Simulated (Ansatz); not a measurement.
A series in volume scale on CdS

Results calculated with Ansatz 0.2.0, not measured. Free energy against uniform scaling of the volume at fixed shape and fractions; periodic cell, basis, potentials, k mesh and filling as listed.

The cell before it is scaled or strained (space group P6_3mc, No. 186):
```
CdS
1.0
      4.1638     0.0000     0.0000
     -2.0819     3.6059     0.0000
      0.0000     0.0000     6.7594
Cd S
2 2
Direct
  0.33333 0.66667 0.00000
  0.66667 0.33333 0.50000
  0.33333 0.66667 0.37500
  0.66667 0.33333 0.87500
```

Settings of every row: functional PBE; dispersion none; potentials PAW; wave cutoff 571.44 eV; density cutoff 2285.8 eV; k mesh 6x6x4; k shift 0x0x0; occupations fixed; smearing width 0 eV; spin none.

```
row  volume scale  V (Å³/atom)  energy above lowest point (meV/atom)  pressure (GPa)
  1        0.9406       23.865                                  35.4            5.66
  2        0.9703       24.618                                     ?               ?
  3             1       25.372                                   2.9            1.47
  4        1.0297       26.125                                     0           -0.18
  5        1.0594       26.879                                   4.2           -1.57
```

Question: what energy above lowest point and pressure should row 2 give?

Worked fit of energy above lowest point. Take u = (V_r/V)^(2/3) − 1 with V_r = 25.748 Å³ an atom, which is twice the finite (Eulerian) strain; such expansions in the strain, on which the Birch-Murnaghan equation of state is built, carry the rest volume and the bulk modulus. The shown rows have u = 0.05193, 0.00986, -0.00964, -0.02825. Least squares give energy above lowest point = 0.47 + 151 × u + 10042 × u² meV/atom; a straight line predicts inner rows, each left out in turn, worse (root mean square 9.8 against 0.1 meV/atom). The rows lie off it by 0.0, 0.0, 0.1, 0.0. Its lowest point lies at u = -0.0075, or V = 26.04 Å³ an atom, and the curvature there gives the bulk modulus at fixed shape and fractions, B = (4/9)(1 + u)² E″(u)/V = 54.1 GPa. Letting shape and atoms relax would as a rule lower it, by much in layered, chain or molecular crystals. The withheld row has u = 0.03037, so the fit gives 0.47 + 151 × (0.03037) + 10042 × (0.03037)² = 14.3 meV/atom.

The calculation gave 14.2 meV/atom. The fit lies 0.1 meV/atom (0.28 % of the column's range) above it, one unit of the last digit.

Worked fit of pressure. Take u = (V_r/V)^(2/3) − 1 with V_r = 25.748 Å³ an atom, which is twice the finite (Eulerian) strain; such expansions in the strain, on which the Birch-Murnaghan equation of state is built, carry the rest volume and the bulk modulus. The shown rows have u = 0.05193, 0.00986, -0.00964, -0.02825. Least squares give pressure = 0.613 + 84.31 × u + 248.3 × u² GPa; a straight line predicts inner rows, each left out in turn, worse (root mean square 0.24 against 0.0058 GPa). All shown rows lie on it to the printed digit. The pressure vanishes at u = -0.0074, or V = 26.04 Å³ an atom, and there the bulk modulus at fixed shape and fractions is B = −V dP/dV = (2/3)(1 + u) dP/du = 53.3 GPa. Letting shape and atoms relax would as a rule lower it, by much in layered, chain or molecular crystals. The withheld row has u = 0.03037, so the fit gives 0.613 + 84.31 × (0.03037) + 248.3 × (0.03037)² = 3.40 GPa.

The calculation gave 3.39 GPa. The fit lies 0.01 GPa (0.14 % of the column's range) above it, one unit of the last digit.
